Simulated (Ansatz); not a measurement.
**Ligand exchange: BH(CH3)I + SnH2(CH3)F → BH2I + C2H7FSn**

Species: BH(CH3)I, singlet; SnH2(CH3)F, singlet; BH2I `BI`, singlet; C2H7FSn `C[CH2][SnH2][F]`, singlet. The partners trade CH3 for H: B–CH3 and C–H bonds give way to B–H and C–CH3.

Shapes, held fixed at every level: PBE0-D4/def2-TZVP. Flexible molecules stand in one conformer, not always the lowest. Programs: Ansatz 0.2.0. The zero-point and thermal change to 298 K, harmonic and unscaled (PBE0-D4/def2-TZVP), is +0.1 kJ/mol.

Question: Estimate ΔH(298 K) of this reaction.

Answer: The highest level, CCSD(T)/def2-TZVPP, gives ΔH(298 K) = +64.0 kJ/mol; the levels span +58.3 to +72.8. The column of differences is taken from that level and isn't an error. No measured value is set beside it here. For atoms past krypton def2 sets carry core potentials with scalar relativity. Outer-core shells of I, Sn are correlated in most correlated rows, in sets that cover them unevenly. Times are processor times on shared x86 and Arm servers, and rough.

```tsv
level	kind	ΔH(298 K) (kJ/mol)	less CCSD(T)/def2-TZVPP	CPU time (sum over the molecules)
HF/def2-SVP	Hartree–Fock	+63.4	-0.6	–
r2SCAN-D4/def2-TZVPP	meta-GGA	+72.8	+8.8	38 s
PBE0-D4/def2-TZVPP	global hybrid	+69.9	+5.9	21 s
wB97X-V/def2-TZVPP	range-separated hybrid	+66.6	+2.6	56 s
MP2/def2-SVP	perturbation theory	+62.2	-1.8	–
CCSD(T)/def2-SVP	coupled cluster or CI	+58.3	-5.7	42 s
CCSD(T)/def2-TZVPP	coupled cluster or CI	+64.0	0.0	17 min
```

Moving the methyl group from boron to carbon is clearly endothermic at every level, so the enthalpy favours methyl on boron. The main reason is probably the electron-deficient boron centre: its formally empty p orbital accepts density from the methyl C–H bonds, a hyperconjugative stabilisation that hydride cannot offer and that the new C–C bond does not repay. Iodine's π donation competes for the same orbital but is evidently too weak to remove the preference. The Sn–C and Sn–F bonds survive the exchange, leaving tin largely a spectator.

The closeness of Hartree–Fock in the small basis to the highest level is a cancellation: within def2-SVP, correlation lowers the reaction enthalpy, while enlarging the basis raises the coupled-cluster value from +58.3 to +64.0. That shift is comparable to the deviation of PBE0-D4, so the sign is secure, but the last few kJ/mol, and with them a ranking of the functionals, are not.
